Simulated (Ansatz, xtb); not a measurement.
## Relative energy of two isomers of C6H7PS

Structure a: `CC1=CC(S)=CP=C1`, a singlet. Structure b: `CC1=CP=C(S)C=C1`, a singlet. Both are isolated molecules in the gas phase, relaxed with B3LYP/def2-SVP; the shapes shown needn't be the lowest conformers.

a (Å):

```xyz
15

C    -1.5047   -0.3721    1.8484
C    -0.4596   -0.8647    0.8695
C     0.7535   -1.3837    1.3391
C     1.4238   -1.6976   -1.2338
C     0.1601   -1.1600   -1.5144
C    -0.7329   -0.7659   -0.5048
P     2.0697   -1.9602    0.3574
S    -0.2642   -1.0020   -3.2422
H    -2.5186   -0.6767    1.5446
H    -1.4997    0.7303    1.9035
H    -1.3204   -0.7551    2.8625
H     0.8986   -1.4355    2.4240
H     2.0635   -1.9806   -2.0771
H    -1.4894   -0.4574   -3.0688
H    -1.7037   -0.3568   -0.7995
```

b (Å):

```yaml
atoms:
  - { symbol: C, position_ang: [-1.4521, -0.9071, 2.2244] }
  - { symbol: C, position_ang: [-0.8346, -0.9166, 0.8431] }
  - { symbol: C, position_ang: [0.5091, -1.3012, 0.6865] }
  - { symbol: C, position_ang: [1.1912, -1.3170, -0.5306] }
  - { symbol: C, position_ang: [0.6207, -0.9507, -1.7580] }
  - { symbol: C, position_ang: [-1.5843, -0.5206, -0.2690] }
  - { symbol: P, position_ang: [-1.0516, -0.4235, -1.9233] }
  - { symbol: S, position_ang: [1.6758, -1.0474, -3.1870] }
  - { symbol: H, position_ang: [-2.5413, -1.0572, 2.1814] }
  - { symbol: H, position_ang: [-1.0229, -1.6922, 2.8659] }
  - { symbol: H, position_ang: [-1.2741, 0.0592, 2.7287] }
  - { symbol: H, position_ang: [1.0635, -1.6120, 1.5773] }
  - { symbol: H, position_ang: [2.2385, -1.6400, -0.5177] }
  - { symbol: H, position_ang: [0.7600, -0.6280, -4.0915] }
  - { symbol: H, position_ang: [-2.6302, -0.2343, -0.1035] }
```

Question: Estimate E(b) − E(a) at the level CCSD(T)/def2-SVP + ΔMP2/def2-TZVPP.

Answer: CCSD(T)/def2-SVP + ΔMP2/def2-TZVPP gives E(b) − E(a) = +0.38 kJ/mol, slightly favouring structure a, which is too small a margin to settle the true order.

How the difference moves with the method:

```
                             level        geometry  E(b) − E(a) (kJ/mol)  departure from the last row (kJ/mol)  job, with rough time for the two
                          GFN2-xTB        GFN2-xTB                   +4.09                                 +3.71              optimisation, 0.21 s
                         HF/STO-3G        GFN2-xTB                   +1.34                                 +0.97              single point, 0.66 s
                r2SCAN-D4/def2-SVP        GFN2-xTB                   −2.90                                 −3.28               single point, 4.3 s
                    B3LYP/def2-SVP  B3LYP/def2-SVP                   −2.49                                 −2.87                optimisation, 40 s
                       HF/def2-SVP  B3LYP/def2-SVP                   +0.18                                 −0.19           part of the CCSD(T) run
                      MP2/def2-SVP  B3LYP/def2-SVP                   −2.11                                 −2.48           part of the CCSD(T) run
                  CCSD(T)/def2-SVP  B3LYP/def2-SVP                   −1.12                                 −1.50                      single point
CCSD(T)/def2-SVP + ΔMP2/def2-TZVPP  B3LYP/def2-SVP                   +0.38                                                      single point, 98 s
```

As drawn, both hold the same kinds of bond in the same numbers.

The largest departure from CCSD(T)/def2-SVP + ΔMP2/def2-TZVPP is that of GFN2-xTB, 3.71 kJ/mol. A small imaginary or near-zero mode remains, so no thermal terms are given. The last row adds to CCSD(T) the change of the MP2 difference between the two basis sets, here +1.50 kJ/mol.

The correlated steps freeze 16 core orbitals. Codes used: Ansatz 0.2.0, xtb 6.7.1; the last row on 2 threads of Intel(R) Xeon(R) Gold 6455B (Sapphire Rapids) on a shared host.

Both isomers are aromatic phosphinines with the methyl group meta to phosphorus. The main change is the thiol's move from the meta position in a to the ortho position in b. The π sextet survives this move, which explains why the two lie so close in energy. What remains is probably a balance of small substituent effects: sulfur donates π density mainly to its ortho and para positions, which include phosphorus only in b, while placing the two large atoms on neighbouring ring sites alters their σ polarisation and repulsion.

At the common B3LYP geometry and in the small basis, correlation moves the balance towards b, with MP2 going further than CCSD(T). Enlarging the basis moves it back towards a, possibly because the adjacent phosphorus and sulfur in b are described unevenly by the smaller set. The thiol and methyl groups also change from meta to para to each other, so the energy difference can't be read as a pure measure of the thiol's preference for a site relative to phosphorus.
